Each electron in a crystal is a wave with its own wave vector k. A calculation can't treat the continuous range of wave vectors, so it samples them on a regular mesh: 5x5x5 means five divisions along each of the three axes. The table follows the pressure of rhodium metal, computed in the local density approximation (LDA), as this mesh is refined. The atoms stay where they are. A negative pressure means tension: the crystal would shrink if it were allowed to.

Ansatz 0.2.0, scalar-relativistic LDA with the default frozen-core PAW datasets, for non-spin-polarised fcc rhodium at a fixed volume of 13.78 Å³ per atom. All rows use a 420 eV plane-wave cutoff and Fermi-Dirac smearing of 0.05 eV; pressure is positive in compression.

| k mesh | pressure (GPa) |
| --- | --- |
| 5x5x5 | -9.052 |
| 9x9x9 | -11.780 |
| 14x14x14 | -11.786 |
| 18x18x18 | -11.825 |
| 25x25x25 | -11.807 |

**(a) What does the coarsest mesh get wrong about the metal, and why do the finer ones not share the fault?**

*Solution.* Rhodium has bands that are only partly filled. States below the Fermi level are occupied and states above it are empty, and the border between them, the Fermi surface, runs right through the sampled region. The electrons' part of the pressure is built from sums over occupied states, so a mesh point just inside the border counts almost fully and one just outside hardly at all. With few points, the total depends on where they happen to fall.

How few they are can be counted. Symmetry leaves only 10 distinct points on the 5x5x5 mesh. The occupation changes from nearly full to nearly empty within about 0.2 eV, four times the smearing width. In that window the coarsest mesh should have about one distinct level, against about five on 9x9x9 and about sixty on 25x25x25.

The electronic entropy of the same runs shows the consequence. At low temperature it is proportional to the density of states at the Fermi level, so it tells how many states each mesh believes to be there. The 5x5x5 mesh finds 3.1 states per eV and the finest mesh 1.4. The coarse sum has put far too much weight on a few levels near the border, and its pressure is off by 2.8 GPa, or 23% of the finest-mesh value.

**(b) How fast should such an error shrink, and does it?**

*Solution.* A mesh with n divisions treats the crystal as if it repeated itself after n cells. Each electron then meets a copy of itself at the distance R = n·d, where d = 2.691 Å is the distance between neighbouring atoms. The sampling error measures how strongly the electrons still feel that copy. In an insulator this influence dies off exponentially with distance, but in a metal the sharp Fermi surface carries it much further.

The law of decay follows in three steps.

1. Along the direction of R, the occupation drops like a step. The Fourier component of a step falls as 1/R and oscillates in sign.
2. Across that direction, the Fermi surface is curved. Only the patch facing along R adds up in phase, and its area also shrinks as 1/R. Together this gives 1/R².
3. Smearing blurs the step, which multiplies the result by X/sinh X, with X = π·kT·R/(ħv). Here kT is the smearing width of 0.05 eV, v is the speed of electrons at the Fermi surface, and ħv is about 4.4 eV Å, a rough recalled value.

This step law is expected for the pressure and for the Fermi energy, since both depend on which states are filled. The free energy is more forgiving. Exchanging one state at the Fermi level for another there costs no energy, so the step becomes a mere kink and the error falls as 1/R³. A lake surveyed on a square grid behaves in the same way: its area suffers from every misjudged square on the shore, its volume much less, because the water there is shallow.

Now the estimate for going from 5x5x5 to 9x9x9:

- The distance R grows from 13 Å to 24 Å, so 1/R² shrinks by (5/9)² = 0.31.
- X grows from 0.480 to 0.865, so the smearing factor X/sinh X falls from 0.963 to 0.885. This brings a further factor of 0.885/0.963 = 0.92.
- The error left should be 0.31 × 0.92 = 0.28 of the old one, or about 0.8 GPa in the pressure.

The Fermi energy obeys this well: 27% of its 5x5x5 error is left, measured against the finest mesh. At 14x14x14 it still has the expected size, with 7% left where the law gives 10%. At 18x18x18 it has dropped to 1%, well below the predicted 5%. The law describes the envelope of an oscillation, and a single mesh can fall near one of its zeros. For the same reason, the close match at 9x9x9 may owe something to chance.

The pressure does not follow the envelope. At 9x9x9 it differs from the finest mesh by only 0.03 GPa, about thirty times less than estimated, and on the next two meshes it also stays far below the law. The free energy lies below its own, steeper law too, by a factor of four at 9x9x9 and more after that. Both laws were scaled to the 5x5x5 error, so that row is no test of them. They also assume that the copy is already far away, which is doubtful when it sits only five neighbour distances away.

The model therefore explains why a coarse mesh fails and roughly how the Fermi energy recovers, but it overestimates the later pressure errors. A possible reason is that the number of electrons is fixed. A state filled by mistake is balanced by one left empty near the same level, so the pressure feels only the difference between the two. If states around the Fermi surface respond alike to compression, the slowly decaying part of the pressure error is small, and most of the 5x5x5 error comes from parts that die off faster. This has not been tested here. The printout below compares the laws with each mesh.

**(c) From 9x9x9 on, the pressure hardly moves. Is the calculation settled there, and what do the remaining ups and downs mean?**

*Solution.* The pressure alone would suggest that it is settled, but two other quantities from the same run disagree. At 9x9x9 the Fermi energy is still 0.07 eV too low and the free energy 6 meV too high, both relative to the finest mesh. One more refinement, to 14x14x14, brings the free energy within 1 meV. The good pressure at 9x9x9 is thus a property of that one number and no certificate for the whole calculation.

The remaining ups and downs are sampling scatter. The four finer meshes span 0.045 GPa, and the most negative value belongs to 18x18x18, not to the finest mesh. An oscillating error has no reason to approach its limit from one side. The Fermi energy shows the same behaviour more clearly: relative to the finest mesh it is first too high, then too low on two meshes, then slightly too high.

The finest mesh isn't exact either. The step law would allow it an error of about 0.05 GPa, as large as the whole scatter, although the law has proved too pessimistic for the pressure. Ranking the finer meshes by their second decimal would therefore have no meaning.

Whether all this matters depends on the use. Dividing the pressure error by three times the bulk modulus, roughly 300 GPa as a recalled value, turns it into an error of the cell edge. For 5x5x5 this gives 2.8/(3 × 300), or about 0.3%, which is too much for a lattice constant meant to be compared with a measured one. For the finer meshes the scatter corresponds to less than a hundredth of a percent.

A settled mesh also leaves the other errors of the pressure untouched. The estimated correction for the finite set of plane waves is about 0.1 GPa, so an error of half its size would already match the whole scatter. The LDA calculation also used atomic datasets made for another functional, PBE, which shifts every row by an unknown amount. The value of −11.8 GPa is well converged with respect to the mesh, and its accuracy is a separate question.

For a similar metal, the quantity to carry over is the distance R, not the number of divisions. A cell twice as long needs about half as many divisions along that edge for the same R. Smearing begins to help once R exceeds ħv/(π·kT), here about 28 Å or ten divisions. A larger smearing width shortens that distance, but it also changes the result towards which the mesh converges. It is wise to watch the Fermi energy along with the pressure, since in this series it exposed an error that the pressure concealed.

Output of the analysis:

```
Difference from the finest mesh:
       row  pressure GPa  free energy meV  Fermi energy eV
     5x5x5         2.755              148           0.2771
     9x9x9         0.027              6.2           -0.074
  14x14x14         0.021             0.62         -0.01867
  18x18x18        -0.018             -0.2          0.00275
  25x25x25             0                0                0
Sampling of the Fermi level:
       row  distinct k points  apparent states per eV  expected distinct levels within 4 kT
     5x5x5                 10                   3.055                                 1.359
     9x9x9                 35                   1.079                                 4.756
  14x14x14                104                   1.244                                 14.13
  18x18x18                195                   1.334                                  26.5
  25x25x25                455                   1.359                                 61.83
Error left in percent of the 5x5x5 error:
       row  pressure  Fermi energy  damped step law  undamped step law  free energy  damped kink law
     5x5x5       100           100              100                100          100              100
     9x9x9      0.98          26.7            28.39              30.86        4.189            15.77
  14x14x14    0.7623         6.737            9.964              12.76       0.4189            3.558
  18x18x18    0.6534        0.9923            5.079              7.716       0.1351            1.411
  25x25x25         0             0            1.823                  4            0           0.3645
Pressure span from 9x9x9 to 25x25x25 in GPa: 0.045
Error of the 5x5x5 pressure in percent of the finest value: 23.33
Expected size of the pressure error left at 25x25x25 in GPa: 0.05021
Apparent density of states at 5x5x5 over that at 25x25x25: 2.248
Rough error of the cell edge from the 5x5x5 pressure in percent: 0.3061
```
